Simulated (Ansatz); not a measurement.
# ZnAg: the change of energy less free atoms and pressure with volume per atom

Periodic Kohn-Sham DFT of a crystal at fixed atoms; pressure and stress are positive in compression; the energy is the free energy less that of spherical unpolarised free atoms; site moments are those in the method's own spheres, positive along +z. The results are calculated, by Ansatz 0.2.0.

Cell of the first row (space group Pm-3m, No. 221):
```
ZnAg
1.0
      3.0916     0.0000     0.0000
      0.0000     3.0916     0.0000
      0.0000     0.0000     3.0916
Zn Ag
1 1
Direct
  0.50000 0.50000 0.50000
  0.00000 0.00000 0.00000
```

Settings of every row: method all-electron LAPW; functional LDA; relativity scalar; k mesh 12x12x12; filling fermi-dirac; smearing width 0.03 eV; basis error target 0.25 meV/atom; nucleus gaussian.

Atom start moment: 0 on all atoms.

```csv
row,volume per atom (Å³),energy less free atoms (eV/atom),pressure (GPa)
1,14.774,-2.9034,-1.672
2,15.089,-2.8977,-4.106
3,15.403,-2.8875,-6.225
4,15.56,?,?
5,15.717,-2.8735,-8.065
6,15.875,-2.8651,-8.891
7,16.032,-2.856,-9.659
8,16.346,-2.8357,-11.034
9,16.66,-2.8129,-12.216
```

Question: what energy less free atoms and pressure should row 4 give?

Worked fit of energy less free atoms. Take u = (V_r/V)^(2/3) − 1 with V_r = 15.796 Å³ an atom, which is twice the finite (Eulerian) strain; such expansions in the strain, on which the Birch-Murnaghan equation of state is built, carry the rest volume and the bulk modulus. The shown rows have u = 0.0456, 0.031, 0.01694, 0.00335, -0.00332, -0.00984, -0.02256, -0.03488. Least squares give energy less free atoms = −2.86939 − 1.2551 × u + 10.761 × u² + 8.9 × u³ eV/atom; a parabola predicts inner rows, each left out in turn, worse (root mean square 0.00015 against 2.2e-05 eV/atom). All shown rows lie on it to the printed digit. The withheld row has u = 0.01009, so the fit gives −2.86939 − 1.2551 × (0.01009) + 10.761 × (0.01009)² + 8.9 × (0.01009)³ = -2.8809 eV/atom.

The calculation gave -2.8809 eV/atom. The fit meets it to the printed digit.

Worked fit of pressure. Take u = (V_r/V)^(2/3) − 1 with V_r = 15.796 Å³ an atom, which is twice the finite (Eulerian) strain; such expansions in the strain, on which the Birch-Murnaghan equation of state is built, carry the rest volume and the bulk modulus. The shown rows have u = 0.0456, 0.031, 0.01694, 0.00335, -0.00332, -0.00984, -0.02256, -0.03488. Least squares give pressure = −8.4851 + 124.481 × u + 521.78 × u² + 554 × u³ GPa; a parabola predicts inner rows, each left out in turn, worse (root mean square 0.0093 against 0.0027 GPa). The rows lie off it by -0.001, 0.002, -0.001, -0.003, 0.002, 0.001, 0.000, 0.000. The withheld row has u = 0.01009, so the fit gives −8.4851 + 124.481 × (0.01009) + 521.78 × (0.01009)² + 554 × (0.01009)³ = -7.175 GPa.

The calculation gave -7.178 GPa. The fit lies 0.003 GPa (0.028 % of the column's range) above it; its largest miss of a shown row is 0.003 GPa.
